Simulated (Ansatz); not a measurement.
## A series in volume scale on Sn

Free energy against uniform scaling of the volume at fixed shape and fractions; periodic cell, basis, potentials, k mesh and filling as listed. The results are calculated, by Ansatz 0.2.0.

The cell before it is scaled or strained (space group I4_1/amd, No. 141):
```
cell vectors (Å)
  -2.9196     2.9196     1.5938
   2.9196    -2.9196     1.5938
   2.9196     2.9196    -1.5938
atoms (fractions of the cell vectors)
Sn  0.00000  0.00000  0.00000
Sn  0.75000  0.25000  0.50000
```

Settings of every row: functional LDA; dispersion none; potentials all-electron LAPW; k mesh 10x10x10; k shift 0x0x0; occupations cold; smearing width 0.1 eV; spin none.

Limits: coarse k mesh, up to 40 meV an atom off.

| row | volume scale | V (Å³/atom) | energy above lowest point (meV/atom) |
| --- | --- | --- | --- |
| 1 | 0.92 | 24.998 | 10.8 |
| 2 | 0.96 | 26.084 | 0 |
| 3 | 1 | 27.171 | ? |
| 4 | 1.04 | 28.258 | 26.3 |
| 5 | 1.08 | 29.345 | 56.8 |

Question: what energy above lowest point should row 3 give?

Worked fit of energy above lowest point. Take u = (V_r/V)^(2/3) − 1 with V_r = 27.171 Å³ an atom, which is twice the finite (Eulerian) strain; such expansions in the strain, on which the Birch-Murnaghan equation of state is built, carry the rest volume and the bulk modulus. The shown rows have u = 0.05714, 0.02759, -0.02581, -0.05002. Least squares give energy above lowest point = 6.34 − 503.3 × u + 10148 × u² meV/atom; a straight line predicts inner rows, each left out in turn, worse (root mean square 17 against 0.49 meV/atom). The rows lie off it by 0.1, -0.2, 0.2, -0.1. Its lowest point lies at u = 0.0248, or V = 26.19 Å³ an atom, and the curvature there gives the bulk modulus at fixed shape and fractions, B = (4/9)(1 + u)² E″(u)/V = 58 GPa. Letting shape and atoms relax would as a rule lower it, by much in layered, chain or molecular crystals. The withheld row has u = 0, so the fit gives 6.34 − 503.3 × (0) + 10148 × (0)² = 6.3 meV/atom.

The calculation gave 6.4 meV/atom. The fit lies 0.1 meV/atom (0.18 % of the column's range) below it, one unit of the last digit.
